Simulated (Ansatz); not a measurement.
A series in volume scale on Ni

Results calculated with Ansatz 0.2.0, not measured. Periodic Kohn-Sham DFT of a crystal at fixed atoms, scaled to volume_scale times the given cell; pressure positive in compression, energy less spherical unpolarised free atoms, largest_vzz the field gradient of largest size among the nuclei.

The cell before it is scaled or strained (space group Fm-3m, No. 225):
```
CELL_PARAMETERS angstrom
0.00000 1.76790 1.76790
1.76790 0.00000 1.76790
1.76790 1.76790 0.00000
ATOMIC_POSITIONS crystal
Ni 0.00000 0.00000 0.00000
```

Settings of every row: method all-electron LAPW; functional LDA; relativity scalar; k mesh 20x20x20; filling fermi-dirac; smearing width 0.05 eV; basis error target 0.25 meV/atom; nucleus gaussian.

Atom:
```
element  start moment (bohr magneton)
     Ni                           1.5
```

Limits: all rows lie far from zero pressure; with one magnetic atom in the cell only parallel moments are possible.

```
row  volume scale  V (Å³/atom)  energy less free atoms (eV/atom)  pressure (GPa)  cell moment (bohr magneton)
  1          0.94       10.388                           -8.2666          -8.161                        0.616
  2          0.95         10.5                           -8.2602         -10.378                        0.618
  3          0.96       10.611                           -8.2523         -12.455                         0.62
  4          0.98       10.832                           -8.2325         -16.225                        0.623
  5          0.99       10.942                           -8.2207         -17.932                        0.625
  6             1       11.052                           -8.2078          -19.53                        0.626
  7          1.01       11.163                           -8.1938         -21.024                        0.628
  8          1.02       11.274                           -8.1788         -22.422                         0.63
  9          1.04       11.493                           -8.1461         -24.949                        0.633
 10          1.05       11.604                           -8.1285         -26.089                        0.634
 11          1.06       11.714                                 ?               ?                            ?
```

Question: what energy less free atoms and pressure should row 11 give?

Worked fit of energy less free atoms. Take u = (V_r/V)^(2/3) − 1 with V_r = 10.997 Å³ an atom, which is twice the finite (Eulerian) strain; such expansions in the strain, on which the Birch-Murnaghan equation of state is built, carry the rest volume and the bulk modulus. The shown rows have u = 0.03871, 0.03131, 0.02411, 0.01013, 0.00335, -0.00332, -0.00994, -0.01645, -0.02898, -0.03518. Least squares give energy less free atoms = −8.21444 − 1.9243 × u + 14.832 × u² eV/atom; a straight line predicts inner rows, each left out in turn, worse (root mean square 0.0071 against 9.7e-05 eV/atom). The rows lie off it by 0.0001, -0.0001, -0.0001, -0.0001, 0.0000, 0.0001, 0.0000, 0.0000, 0.0001, -0.0001. The withheld row has u = -0.04123, so the fit gives −8.21444 − 1.9243 × (-0.04123) + 14.832 × (-0.04123)² = -8.1099 eV/atom.

The calculation gave -8.1101 eV/atom. The fit lies 0.0002 eV/atom (0.13 % of the column's range) above it; its largest miss of a shown row is 0.0001 eV/atom. This row lies beyond the range of the fit.

Worked fit of pressure. Take u = (V_r/V)^(2/3) − 1 with V_r = 10.997 Å³ an atom, which is twice the finite (Eulerian) strain; such expansions in the strain, on which the Birch-Murnaghan equation of state is built, carry the rest volume and the bulk modulus. The shown rows have u = 0.03871, 0.03131, 0.02411, 0.01013, 0.00335, -0.00332, -0.00994, -0.01645, -0.02898, -0.03518. Least squares give pressure = −18.7359 + 239.505 × u + 870.71 × u² GPa; a straight line predicts inner rows, each left out in turn, worse (root mean square 0.42 against 0.011 GPa). The rows lie off it by -0.001, 0.005, 0.000, -0.005, -0.008, -0.009, 0.007, 0.018, -0.004, -0.005 (root mean square 0.0078 GPa). The withheld row has u = -0.04123, so the fit gives −18.7359 + 239.505 × (-0.04123) + 870.71 × (-0.04123)² = -27.131 GPa.

The calculation gave -27.151 GPa. The fit lies 0.020 GPa (0.11 % of the column's range) above it; its largest miss of a shown row is 0.018 GPa. This row lies beyond the range of the fit.

The other values of row 11: cell moment 0.636 bohr magneton.
